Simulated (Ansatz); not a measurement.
Ta: energy change per atom and pressure against volume scale

Plane-wave DFT, scalar-relativistic PAW made under PBE with cores redone for the functional, no dispersion; the given relaxed cell is scaled uniformly, energy at zero smearing counts from the unscaled cell, pressure at the given Fermi-Dirac smearing is positive in compression. The results are calculated, by Ansatz 0.2.0.

The cell before it is scaled or strained (space group Pm-3m, No. 221):
```
CELL_PARAMETERS angstrom
2.72490 0.00000 0.00000
0.00000 2.72490 0.00000
0.00000 0.00000 2.72490
ATOMIC_POSITIONS crystal
Ta 0.00000 0.00000 0.00000
```

Settings of every row: spin polarised no; functional r2SCAN; wave cutoff 500 eV; smearing width 0.1 eV; k mesh 13x13x13.

Atom starting moment: 0 on all atoms.

Limits: no spin-orbit coupling, which can matter with elements this heavy; the cell comes from a prototype or a list of computed structures and needn't be the stable phase.

| row | volume scale | V (Å³/atom) | energy change per atom (meV) | pressure (GPa) |
| --- | --- | --- | --- | --- |
| 1 | 0.88 | 17.805 | 162.39 | 24.2 |
| 2 | 0.92 | 18.614 | 66.45 | 14.47 |
| 3 | 0.96 | 19.423 | 15.01 | 6.55 |
| 4 | 1.04 | 21.042 | 14.91 | -5.26 |
| 5 | 1.08 | 21.851 | ? | ? |
| 6 | 1.12 | 22.661 | 113.79 | -13.24 |

Question: what energy change per atom and pressure should row 5 give?

Worked fit of energy change per atom. Take u = (V_r/V)^(2/3) − 1 with V_r = 19.423 Å³ an atom, which is twice the finite (Eulerian) strain; such expansions in the strain, on which the Birch-Murnaghan equation of state is built, carry the rest volume and the bulk modulus. The shown rows have u = 0.0597, 0.02877, 0, -0.05198, -0.09769. Least squares give energy change per atom = 14.991 + 1149.54 × u + 22116.1 × u² meV; a straight line predicts inner rows, each left out in turn, worse (root mean square 63 against 0.11 meV). The rows lie off it by -0.05, 0.08, 0.02, -0.08, 0.04 (root mean square 0.059 meV). Its lowest point lies at u = -0.0260, or V = 20.21 Å³ an atom, and the curvature there gives the bulk modulus at fixed shape and fractions, B = (4/9)(1 + u)² E″(u)/V = 148 GPa. The withheld row has u = -0.07552, so the fit gives 14.991 + 1149.54 × (-0.07552) + 22116.1 × (-0.07552)² = 54.31 meV.

The calculation gave 54.33 meV. The fit lies 0.02 meV (0.014 % of the column's range) below it; its largest miss of a shown row is 0.08 meV.

Worked fit of pressure. Take u = (V_r/V)^(2/3) − 1 with V_r = 19.423 Å³ an atom, which is twice the finite (Eulerian) strain; such expansions in the strain, on which the Birch-Murnaghan equation of state is built, carry the rest volume and the bulk modulus. The shown rows have u = 0.0597, 0.02877, 0, -0.05198, -0.09769. Least squares give pressure = 6.578 + 259.59 × u + 584.1 × u² GPa; a straight line predicts inner rows, each left out in turn, worse (root mean square 1.7 against 0.1 GPa). The rows lie off it by 0.04, -0.06, -0.03, 0.08, -0.03 (root mean square 0.052 GPa). The pressure vanishes at u = -0.0270, or V = 20.24 Å³ an atom, and there the bulk modulus at fixed shape and fractions is B = −V dP/dV = (2/3)(1 + u) dP/du = 148 GPa. The withheld row has u = -0.07552, so the fit gives 6.578 + 259.59 × (-0.07552) + 584.1 × (-0.07552)² = -9.69 GPa.

The calculation gave -9.63 GPa. The fit lies 0.06 GPa (0.16 % of the column's range) below it; its largest miss of a shown row is 0.08 GPa.
